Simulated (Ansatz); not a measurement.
# A series in temperature on CaMg

Harmonic vibrational free energy, entropy and heat capacity at constant volume, per atom, from the force constants of a q mesh, imaginary modes left out; plane waves with PAW datasets, Gamma-centred k mesh. The results are calculated, by Ansatz 0.2.0.

Structure of every row (space group Pm-3m, No. 221):
```
cell vectors (Å)
   3.9014     0.0000     0.0000
   0.0000     3.9014     0.0000
   0.0000     0.0000     3.9014
atoms (fractions of the cell vectors)
Ca  0.00000  0.00000  0.00000
Mg  0.50000  0.50000  0.50000
```

Settings of every row: functional PBEsol; dispersion none; spin none; wave cutoff 420 eV; k mesh 10x10x10; occupations fermi dirac; smearing width 0.15 eV; volume over rest 0.98; phonon method linear response; q mesh 2x2x2.

Limits: coarse q mesh; metal sensitive to the k mesh; the cell comes from a prototype or a list of computed structures and needn't be the stable phase.

```csv
row,temperature (K),phonon heat capacity (kB/atom),phonon entropy (kB/atom),phonon free energy (meV/atom)
1,200,2.731,3.288,-0.1
2,300,2.875,4.429,-33.7
3,400,2.929,5.264,-75.6
4,500,2.954,5.921,-123.9
5,600,2.968,6.461,-177.3
6,700,2.976,6.919,-235
7,800,2.982,7.317,-296.4
8,900,2.985,7.668,-361
9,1000,?,?,?
```

Question: what phonon heat capacity and phonon entropy should row 9 give?

Worked fit of phonon heat capacity. At high temperature a harmonic heat capacity falls short of its limit by a term in 1/T², so take t = (100 K / T)². The shown rows have t = 0.25, 0.11111, 0.0625, 0.04, 0.02778, 0.02041, 0.01562, 0.01235. Least squares give phonon heat capacity = 2.9996 − 1.1552 × t + 0.322 × t² kB/atom; a straight line predicts inner rows, each left out in turn, worse (root mean square 0.0019 against 0.00042 kB/atom). All shown rows lie on it to the printed digit. The constant, 2.9996 kB/atom, is to be held against the harmonic limit of 3 k_B an atom. The withheld row has t = 0.01, so the fit gives 2.9996 − 1.1552 × (0.01) + 0.322 × (0.01)² = 2.988 kB/atom.

The calculation gave 2.988 kB/atom. The fit meets it to the printed digit. This row lies beyond the range of the fit.

Worked fit of phonon entropy. Entropy rises as the heat capacity times the change of ln T, so take t = ln(T / 300 K). The shown rows have t = -0.4055, 0, 0.2877, 0.5108, 0.6931, 0.8473, 0.9808, 1.0986. Least squares give phonon entropy = 4.4353 + 2.86671 × t + 0.07252 × t² kB/atom; a straight line predicts inner rows, each left out in turn, worse (root mean square 0.015 against 0.0048 kB/atom). The rows lie off it by 0.003, -0.006, -0.002, 0.002, 0.004, 0.003, 0.000, -0.004 (root mean square 0.0034 kB/atom), a smooth pattern that one more power would take up: the form is only approximate. The slope at t = 0, 2.87 kB/atom, estimates the heat capacity at 300 K. The withheld row has t = 1.204, so the fit gives 4.4353 + 2.86671 × (1.204) + 0.07252 × (1.204)² = 7.992 kB/atom.

The calculation gave 7.983 kB/atom. The fit lies 0.009 kB/atom (0.19 % of the column's range) above it; its largest miss of a shown row is 0.006 kB/atom. This row lies beyond the range of the fit.

The other values of row 9: phonon free energy -428.4 meV/atom.
